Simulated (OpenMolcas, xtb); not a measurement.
A ladder of methods for CH6B2O (SMILES BB(C)O)

CH6B2O: 10 atoms, total charge 0, spin state singlet. As SMILES, `BB(C)O`. Geometry: relaxed at PBE0-D4/def2-TZVP. This is one conformer, not always the lowest.

```xyz
10

B    -1.1574    0.8268   -0.6221
B     0.2894    0.0459   -0.2710
C     0.3773   -0.8347    1.0322
O     1.4326    0.1178   -1.0179
H    -2.0104    0.3121   -1.2922
H    -1.4404    1.8989   -0.1622
H    -0.5465   -1.3710    1.2659
H     1.2004   -1.5525    0.9757
H     0.5727   -0.1745    1.8867
H     1.3653    0.6798   -1.7923
```

Each level gives the vertical ionisation energy (to the doublet cation) (eV). The values are calculated.

| level | kind | program | value (eV) | less CCSD(T)/def2-SVP |
| --- | --- | --- | --- | --- |
| GFN2-xTB | semi-empirical | xtb | 13.38 | +3.39 |
| HF/def2-SVP | Hartree–Fock | OpenMolcas | 9.64 | -0.35 |
| SVWN5/def2-SVP | LDA | OpenMolcas | 9.68 | -0.31 |
| BLYP/def2-SVP | GGA | OpenMolcas | 9.46 | -0.53 |
| PBE/def2-SVP | GGA | OpenMolcas | 9.56 | -0.43 |
| r2SCAN/def2-SVP | meta-GGA | OpenMolcas | 9.69 | -0.30 |
| M06-2X/def2-SVP | hybrid meta-GGA | OpenMolcas | 10.09 | +0.10 |
| CCSD(T)/def2-SVP, open shells restricted | coupled cluster or CI | OpenMolcas | 9.99 | 0.00 |

CCSD(T)/def2-SVP, open shells restricted is the highest level here, not the true value. The values span 9.46 to 13.38 eV. The xTB values lack the empirical shift that such differences need.

Apart from GFN2-xTB, the methods place the vertical ionisation energy between 9.46 and 10.09 eV. The electron removed probably comes mainly from the B–B σ bond: boron's low electronegativity leaves this bonding pair high in energy, while the oxygen lone pair is stabilised by donation into the empty p orbital of the adjacent boron. Hartree–Fock falls 0.35 eV below coupled cluster, as expected when ionisation breaks up an electron pair whose correlation energy favours the neutral molecule.

The density functionals don't improve steadily with each rung. SVWN5 lies closer to the coupled-cluster value than either GGA and almost matches r2SCAN, so its small deviation probably owes something to error cancellation. M06-2X comes closest and is the only functional to overshoot, but a single hybrid can't show whether exact exchange or the rest of its parametrisation is responsible. Because the cation is held at the neutral geometry, the results don't show how far the B–B bond would relax after ionisation.
